# Yukawa screened exchange of the uniform gas: reading $a$ and $k_s$ off an sX run for Al

**Conventions.** Hartree atomic units unless eV is written. Spin-unpolarised gas, $n=k_F^3/3\pi^2$, $k_F=(9\pi/4)^{1/3}/r_s$. Screened interaction $e^{-k_s r}/r$, transform $4\pi/(q^2+k_s^2)$. Reduced variables $z=k_s/k_F$, $x=k/k_F$, and $L=\ln(1+4/z^2)$.

## 1. Model

$$E_{xc}=E_{xc}^{\rm LDA}-a\int n\,\varepsilon_{sx}(n)\,d^3r+a\,E_{sx}^{\rm NL}[\{\phi_i\}]$$

$E_{sx}^{\rm NL}$ is the Fock exchange energy of the orbitals with the screened interaction. $\varepsilon_{sx}(n)$ is its value per electron in a uniform gas of density $n$. $k_s$ is a constant of the run. $a=1$ is sX-LDA (Bylander and Kleinman, 1990); $a<1$ is a hybrid with a fraction of it. In the uniform gas the orbitals are plane waves and the last two terms cancel. The total energy is the LDA one at every density, for any $a$ and $k_s$.

## 2. Data

Jellium at the valence density of Al, $r_s=2.07$ bohr, taken as the exact input of the run. The values below are made for the exercise and rounded. The bars stand for mesh convergence and are treated as independent standard deviations.

| quantity | value |
|---|---|
| nonlocal exchange energy per electron, $e_{\rm NL}=aE_{sx}^{\rm NL}/N$ | $-1.141\pm0.005$ eV |
| occupied band width $W=\epsilon_{k_F}-\epsilon_0$ | $12.65\pm0.01$ eV |
| mass at the Fermi surface, $m^*/m$ | $0.941\pm0.002$ |

Wanted: $a$ and $k_s$.

Scales: $k_F=0.9271$ bohr$^{-1}$, $E_F=k_F^2/2=11.695$ eV, $k_F/\pi=8.030$ eV, $3k_F/4\pi=6.023$ eV, $\pi k_F=2.913$.

## 3. Forward problem

**Energy.** Sum over pairs of equal spin with momentum difference $q$. Two Fermi spheres displaced by $q$ overlap in the fraction $1-\tfrac32y+\tfrac12y^3$ of one sphere, $y=q/2k_F\le1$. Then

$$\varepsilon_{sx}=-\frac12\int\!\frac{d^3q}{(2\pi)^3}\frac{4\pi\,(1-\tfrac32y+\tfrac12y^3)}{q^2+k_s^2}=-\frac{2k_F}{\pi}\int_0^1\!\frac{y^2\,(1-\tfrac32y+\tfrac12y^3)}{y^2+b^2}\,dy,\qquad b=\frac z2 .$$

The integrals of $y^2$, $y^3$, $y^5$ over $y^2+b^2$ are $1-b\arctan(1/b)$, $\tfrac12-\tfrac12b^2L$ and $\tfrac14-\tfrac12b^2+\tfrac12b^4L$. Collecting,

$$\varepsilon_{sx}=-\frac{3k_F}{4\pi}F(z),\qquad F=1-\frac{4z}{3}\arctan\frac2z-\frac{z^2}{6}\Big[1-\Big(\frac{z^2}{4}+3\Big)L\Big].$$

Limits: $F\simeq1-2\pi z/3$ at small $z$, and $F\simeq 4/(9z^2)-8/(15z^4)$ at large $z$. The leading large-$z$ term is the contact value $\varepsilon_{sx}=-\pi n/k_s^2$. The integrand falls with $b$, so $F$ decreases strictly.

**Self-energy.** The nonlocal operator is diagonal in plane waves:

$$\Sigma(k)=-\int_{k'<k_F}\!\frac{d^3k'}{(2\pi)^3}\frac{4\pi}{|\mathbf k-\mathbf k'|^2+k_s^2}=-\frac{k_F}{\pi}S(x,z),$$

$$S=1-z\Big[\arctan\frac{1+x}{z}+\arctan\frac{1-x}{z}\Big]+\frac{1+z^2-x^2}{4x}\ln\frac{(1+x)^2+z^2}{(1-x)^2+z^2}.$$

End values: $S(0,z)=2-2z\arctan(1/z)$ and $S(1,z)=1-z\arctan(2/z)+\tfrac14z^2L$.

**Eigenvalues.** The subtracted local potential is $d(n\varepsilon_{sx})/dn$ at fixed $k_s$. Since $n\varepsilon_{sx}\propto k_F^4F(k_s/k_F)$, it equals $-(k_F/\pi)(F-zF'/4)$, and differentiation shows $F-zF'/4=S(1,z)$. So

$$\epsilon_k=\tfrac12k^2+v_{xc}^{\rm LDA}+a\,[\Sigma(k)-\Sigma(k_F)].$$

The Fermi level is the LDA one. A variant that freezes $z$ at the mean density in the local term shifts all levels by one constant; $W$ and $m^*$ do not change.

**Observables.**

$$|e_{\rm NL}|=a\,\frac{3k_F}{4\pi}F,\qquad \Delta W\equiv W-E_F=a\,\frac{k_F}{\pi}D,\qquad \frac{m}{m^*}=1+\frac{a\,V}{\pi k_F},$$

$$D=S(0,z)-S(1,z)=1-2z\arctan\frac1z+z\arctan\frac2z-\frac{z^2}{4}L,$$

$$V=-\partial_xS\big|_{x=1}=\Big(\frac12+\frac{z^2}{4}\Big)L-1 .$$

Here $m^*$ is defined by $d\epsilon_k/dk=k_F/m^*$ at $k_F$. $V$ diverges logarithmically as $z\to0$, the Hartree–Fock singularity.

## 4. Inversion

The fraction drops out of the ratio

$$R(z)=\frac{\Delta W}{|e_{\rm NL}|}=\frac{4D}{3F}.$$

| $z$ | $F$ | $D$ | $R$ |
|---|---|---|---|
| 0.1 | 0.826 | 0.843 | 1.361 |
| 0.5 | 0.436 | 0.379 | 1.158 |
| 1 | 0.229 | 0.134 | 0.780 |
| 2 | 0.0873 | 0.0231 | 0.352 |

1. $\Delta W=12.65-11.695=0.955$ eV.
2. $R=0.955/1.141=0.8370$. The table brackets the root between 0.5 and 1; solving gives $z=0.9169$.
3. $k_s=zk_F=0.850$ bohr$^{-1}$.
4. $F(0.9169)=0.2525$, so $a=1.141/(6.023\times0.2525)=0.750$.
5. Third datum, unused so far: $V(0.9169)=0.2432$ gives $m^*/m=1/(1+0.750\times0.2432/2.913)=0.941$, as listed.

Four figures are carried in steps 2 and 4 only to avoid rounding loss.

## 5. Uniqueness

**Blind data.** Total energy, pressure, bulk modulus and Fermi level of the uniform gas do not depend on $a$ or $k_s$ (Sections 1 and 3).

**One datum.** $e_{\rm NL}$ fixes the product $aF(z)$, a curve in the $(a,k_s)$ plane. For given $a$ the root is unique because $F$ is monotonic, but it is only as good as the assumed $a$. Set $a=1$: $F=1.141/6.023=0.1894$, $z=1.169$, $k_s=1.084\pm0.004$ bohr$^{-1}$ (the bar uses $d\ln F/d\ln z=-1.27$ there). This interval contains the Thomas–Fermi value $k_{TF}=(4k_F/\pi)^{1/2}=1.086$ bohr$^{-1}$, so the energy alone passes for plain sX-LDA. That candidate has $z=1.172$, $F=0.1888$, $D=0.0956$, $V=0.1505$, hence $e_{\rm NL}=-1.137$ eV, $W=12.46$ eV and $m^*/m=0.951$. It misses $W$ by 19 bars and $m^*/m$ by 5 bars, and is excluded.

**Two data.** $R$ is not monotonic. At small $z$, $D\simeq1-\pi z/2$ falls more slowly than $F\simeq1-2\pi z/3$, so $R\simeq\tfrac43(1+\pi z/6)$ rises. Numerically it peaks at 1.361 near $z=0.10$, returns to $4/3$ at $z=0.226$, and falls from the peak on. At large $z$, $D\simeq2/(3z^4)$ and $R\simeq2/z^2$. Three cases follow:

- $R<4/3$: one root. The present value 0.8370 lies here.
- $4/3<R<1.361$: two roots, both with $z<0.226$. A third datum must choose; $V$ serves, since it grows as $\ln(2/z)$.
- $R>1.361$: no root. The data do not come from this model.

## 6. Propagation of errors

Logarithmic slopes at $z=0.9169$, with $zF'=4[F-S(1,z)]$ and $D'=\arctan\frac2z-2\arctan\frac1z+\frac{2z}{1+z^2}-\frac z2L$:

$$p=\frac{d\ln F}{d\ln z}=-1.10,\qquad q=\frac{d\ln D}{d\ln z}=-1.87,\qquad p-q=0.769 .$$

Let $\delta_E=\delta\ln|e_{\rm NL}|$ and $\delta_W=\delta\ln\Delta W$. At fixed $k_F$, $\delta_E=\delta\ln a+p\,\delta\ln z$ and $\delta_W=\delta\ln a+q\,\delta\ln z$. Solving,

$$\delta\ln z=\frac{\delta_E-\delta_W}{p-q}=1.30\,(\delta_E-\delta_W),\qquad \delta\ln a=\frac{-q\,\delta_E+p\,\delta_W}{p-q}=2.43\,\delta_E-1.43\,\delta_W .$$

The relative bars are $0.005/1.141=0.44\,\%$ and $0.01/0.955=1.05\,\%$. The second is large because the bar of $W$ falls on the small difference $\Delta W$. In quadrature: 1.5 % on $k_s$ and 1.8 % on $a$, so

$$k_s=0.850\pm0.013\ \text{bohr}^{-1},\qquad a=0.750\pm0.014 .$$

The correlation coefficient of the two is $+0.98$: more exchange with stronger screening nearly compensates. The error ellipse lies along that direction, and the two bars must not be combined as independent.

**Choice of pair.** The slope of $V$ is $s=d\ln V/d\ln z=-1.80$, close to $q$. The pair $(W,m^*)$ has amplification $1/(s-q)\approx15$ in place of 1.30, acting on a bar of 3.6 % in $m/m^*-1=0.0627$. It barely separates $a$ from $k_s$. For the same reason step 5 is a test of the form of the dispersion and adds little precision.

**Density.** $R$ holds $r_s$ through $E_F\propto r_s^{-2}$, so $\delta_W=(2E_F/\Delta W)\,\delta\ln r_s=24.5\,\delta\ln r_s$. If 2.07 were itself rounded, a shift of $+0.005$ bohr would move $\Delta W$ by $+5.9\,\%$ and $z$ by $-7.7\,\%$ in linear order, five times the bar above. The density of the run must be known to more figures than the data.

## 7. Status of the numbers

The data were generated from $a=0.75$ and $k_s=0.85$ bohr$^{-1}$ and then rounded. Their recovery tests the inversion and says nothing about Al. The parameters, and the width of 12.65 eV, are the model's. For the real metal the occupied width is typically put near 11 eV, below $E_F$: the model is some 15 % too wide, and its shift from the free-electron value has the wrong sign. The lattice potential and the frequency dependence of the screening are absent here, and together they outweigh $\Delta W$. Inserting a width below $E_F$ gives $R<0$, for which no $a>0$ and $k_s$ exist, since $S$ decreases with $x$ and static screened exchange can only widen the band of the gas.